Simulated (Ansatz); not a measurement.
Telling isomers of C3H5BO2 apart by their spectra

These gas-phase data were calculated for one isomer of C3H5BO2 at r2SCAN-D4/def2-SVP (harmonic, unscaled wavenumbers; equilibrium rotational constants with average atomic masses):

```
rotational constants            : 8.801, 2.012, 1.657 GHz
all wavenumbers above 1500 cm⁻¹ : 3873, 3864, 3217, 3128, 3125, 2043
```

Candidates:

(1) `C=C=CB(O)O`, a singlet
(2) `C#CCB(O)O`, a singlet
(3) `C=C1COBO1`, a singlet

Assign the data to one candidate and say why.

Candidate (1). The band at 3873 cm⁻¹ lies where the O–H stretch is expected; (3) has no mode between 3300 and 4000 cm⁻¹. No mode falls between 3300 and 3560 cm⁻¹, where the ≡C–H stretch of (2) would stand.

The same quantities for all candidates:

```tsv
	rotational constants (GHz)	wavenumbers above 1500 cm⁻¹	E above the lowest, r2SCAN-D4/def2-SVP (kcal/mol)
(1)	8.801, 2.012, 1.657	3873, 3864, 3217, 3128, 3125, 2043	4.6
(2)	8.54, 2.207, 1.773	3839, 3764, 3473, 3083, 3033, 2200	6.7
(3)	8.186, 3.715, 2.598	3282, 3171, 3097, 3043, 2718, 1748	0.0
```

Harmonic stretches to hydrogen usually lie a few per cent above observed fundamentals. Each candidate is one conformer. Programs: Ansatz 0.2.0.

The band at 2043 cm⁻¹ gives the assignment positive support: it is the antisymmetric C=C=C stretch of an allene. The two cumulated double bonds share the central carbon and couple strongly, which pushes this mode well above the isolated C=C stretch of (3) at 1748 cm⁻¹, yet leaves it below the C≡C stretch of (2) at 2200 cm⁻¹. Candidate (3) would also show a B–H stretch, at 2718 cm⁻¹, where the data have nothing. The rotational constants agree with (1) and come close to the relation for a planar body, the small departure being about what the two hydrogens of the terminal CH₂ group would cause. Such a frame lets the adjacent π bond overlap with the empty boron p orbital, which probably helps to place (1) below (2). That order is less secure than the assignment, since density functionals tend to favour cumulenes over alkynes and the gap is small.
